Tin diselenide, SnSe₂, is built of layers in which a sheet of tin lies between two sheets of selenium. Five of its computed vibrations are listed below without their numbers. The full set is numbered upward in frequency, starting at 1, and the candidates show which numbers belong to these five. How much can be recovered from the frequencies alone, and what are the atoms doing in each vibration?

Harmonic phonon frequencies of SnSe₂ from GPAW 26.7.0, computed with the PBEint functional without dispersion correction, PAW data sets, a 510 eV plane-wave cutoff, an 8×8×5 k-mesh and Fermi-Dirac smearing of 0.05 eV. The cell was first relaxed at a 600 eV cutoff. Phonon q row 1 is the zone centre, (0, 0, 0). Candidates: 2, 4, 5, 1, 7.

```
row  phonon q row (row)  phonon frequency (cm⁻¹)
  A                   1                   111.10
  B                   1                     0.00
  C                   1                   111.10
  D                   1                     0.00
  E                   1                   145.20
```

The first tool is a count. The repeating cell holds three atoms, one tin and two selenium, and each can move in three directions, so there are nine vibrations. All of them are taken at the zone centre, the single wave vector to which the column "phonon q row" refers, where every cell of the crystal moves in step with every other. Three of the nine are then no vibrations at all: the whole crystal shifts along one of three directions, no bond changes length, and no force pulls it back.

B and D, both at zero, belong to these three shifts and take the numbers 1 and 2. Number 3, which is not among the candidates, must be the third shift. The zeros follow from the crystal's freedom to shift as a whole, so they say nothing about how well the calculation describes the bonds. Which of B and D is number 1 is a matter of chance, because a shift in any direction costs equally little.

The second tool is the shape of the layer. A threefold axis runs through each tin atom at right angles to the layer. A motion within the layer can be turned by 120° into a different motion of the same frequency, so motions in the layer come in pairs. A motion along the axis is turned into itself and stands alone. The six true vibrations therefore consist of two pairs, which move within the layer, and two single modes, which move along the axis.

A and C, equal at 111.1 cm⁻¹, are such a pair and take the numbers 4 and 5. Their order is again undecidable, and more data would not help. Any mixture of the two partners is as good a vibration as either of them, so the program's choice of a "first" and a "second" has no physical content.

That leaves E, at 145.2 cm⁻¹, for number 7. The number is certain, but the character of the motion is not. Numbers 6 to 9 must hold one more pair and two single modes, and E could share its frequency with 6, share it with 8, or stand alone below a pair formed by 8 and 9. Five values leave all three arrangements open.

The rows with their labels:

```
row  phonon q row (row)  phonon frequency (cm⁻¹)
  1                   1                     0.00
  2                   1                     0.00
  3                   1                     0.00
  4                   1                   111.10
  5                   1                   111.10
  6                   1                   145.20
  7                   1                   145.20
  8                   1                   181.50
  9                   1                   250.00
```

The labels confirm the assignment, and number 6 settles the open point: it has the same frequency as number 7, so E is half of the second pair. The two single modes, numbers 8 and 9, lie above both pairs. The pattern is now complete, with three shifts, two pairs within the layer and two single modes along the axis.

Symmetry tells still more about the motions, because each tin atom sits at a centre of inversion. Vibrations are either even or odd under this inversion. In an even one the tin atom must stand still, since inversion would reverse any displacement it had, and the two selenium atoms move against each other. In an odd one the two selenium atoms move together and tin moves the opposite way, so that the centre of mass stays at rest. Each kind occurs once as a pair and once as a single mode. Even vibrations appear in Raman spectra and odd ones in infrared spectra.

Which of the two pairs is the even one? A simple model of springs gives a strong hint. Let m be the mass of a selenium atom and M that of a tin atom. Let k be the total stiffness, along the direction of motion, between the tin sheet and one selenium sheet, and k′ the stiffness between the two selenium sheets.

In the even mode tin is at rest. Each selenium atom is pulled back by its coupling to tin and, twice over, by the other selenium atom, which moves the opposite way. The squared angular frequency is therefore (k + 2k′)/m. In the odd mode the selenium atoms keep their distance, so k′ drops out. Tin now moves the other way by 2m/M times the selenium displacement, which stretches the tin–selenium coupling further, and the squared frequency becomes (k/m)(1 + 2m/M).

The odd mode thus gains from the recoil of tin, while the even mode gains from any repulsion or attraction that stiffens the contact between the selenium sheets. If that contact is neglected, only the masses matter. With about 79 atomic mass units for selenium and 119 for tin, the odd frequency should be √(1 + 2 × 79/119) = 1.53 times the even one. Taking the pair at 111.1 cm⁻¹ as even, the model places the odd pair near 170 cm⁻¹.

The computed value is 145.2 cm⁻¹, so the estimate is about 17 % too high relative to the calculation. For the two single modes the same estimate is about 11 % too high. No constant was adjusted to any row, and the printed output below the text shows both comparisons. The order was assumed here, so only the spacing is tested, and it comes out too wide. That is what follows if the selenium sheets also resist being moved against each other, because this raises the even modes only. Forces between dipoles, discussed below, can narrow the spacing as well.

The effective k′ that the frequencies require follows from keeping it in the formulas. If the lower mode of each kind is even, k′ must be roughly a tenth to a fifth of k. If the order were reversed, k′ would have to be about one and a half times k or more. Tin and selenium are chemically bonded, whereas the selenium sheets face each other without a bond, so the first reading is far more natural. It also agrees with the established assignment of the spectra, in which the modes near 111 and 181 cm⁻¹ are the Raman lines.

This is an argument from chemistry, and the frequencies alone do not compel it. Odd vibrations move positive and negative charge in opposite directions and so create electric dipoles. The forces between dipoles in distant cells can soften such a vibration, and the model absorbs this effect by a smaller k and a larger k′. The k′ found above is therefore not a measure of the contact between the selenium sheets alone. In a strongly polar crystal the softening can be large enough to push an odd mode below its even counterpart, whatever the masses suggest.

The contact between selenium sheets also has a part that reaches across the gap to the next layer. The density functional used here lacks the long-range dispersion attraction that holds such layers together, and on relaxation the starting cell grew by about 9 % along the axis but hardly at all within the layer. All the frequencies belong to the relaxed cell, whose edge along the axis is 6.69 Å. The share of k′ that comes from across the gap is therefore probably too small. The vibrations themselves should depend mainly on the bonds inside a layer, so a good match with measured Raman lines would be only weak evidence that the layer spacing is right. The k-mesh and cutoffs are also usual working values, not converged limits, and the lattice is treated as static, without thermal motion, so small differences from measured lines should not be over-read.

For a related layered compound with the same symmetry, the reasoning can be repeated in the same order: set aside the three shifts, sort the rest into pairs and single modes, and then compare masses. Heavy outer atoms around a light central atom favour a wide separation of odd above even modes, while a stiff contact between the outer sheets or strong dipole forces narrow it or turn it round.

What the listed frequencies do not supply is a direct proof that the pair at 111.1 cm⁻¹ is the even one. The shortest way to a proof is to look at the atomic displacements that belong to each frequency. The same calculation of forces yields them, though they are not listed here, and in the even pair tin must stand still. The dipoles offer a second test. The calculation leaves out the long-range electric field that accompanies a polar vibration when its wave vector is very small but not zero. With this field included, and the wave vector lying in the layer, one partner of the odd pair would rise and the other would stay, while the even pair would remain together. By the established assignment, it is the pair at 145.2 cm⁻¹ that should split.

The analysis program printed:

```
Modes expected for three atoms (count): 9
Modes at zero frequency (count): 3
Optical modes (count): 6
Difference between modes 5 and 4 (1/cm): 0
Difference between modes 7 and 6 (1/cm): 0
Step from the lower pair to the upper pair (1/cm): 34.1
Step from the upper pair to the lower single mode (1/cm): 36.3
Step between the two single modes (1/cm): 68.5
Frequency ratio upper pair to lower pair: 1.307
Frequency ratio upper single to lower single mode: 1.377
Odd to even frequency ratio from masses with Sn-Se coupling alone: 1.526
Odd pair expected from the lower pair by masses alone (1/cm): 169.5
Odd single mode expected from the lower single by masses alone (1/cm): 276.9
Se-Se to Sn-Se coupling needed if the lower pair is even: 0.1814
Se-Se to Sn-Se coupling needed if the lower single is even: 0.1134
Se-Se to Sn-Se coupling needed if the upper pair is even: 1.488
Se-Se to Sn-Se coupling needed if the upper single is even: 1.708
Growth of the cell edge c on relaxation (percent): 9.025
Growth of the cell edge a on relaxation (percent): 0.2257
```
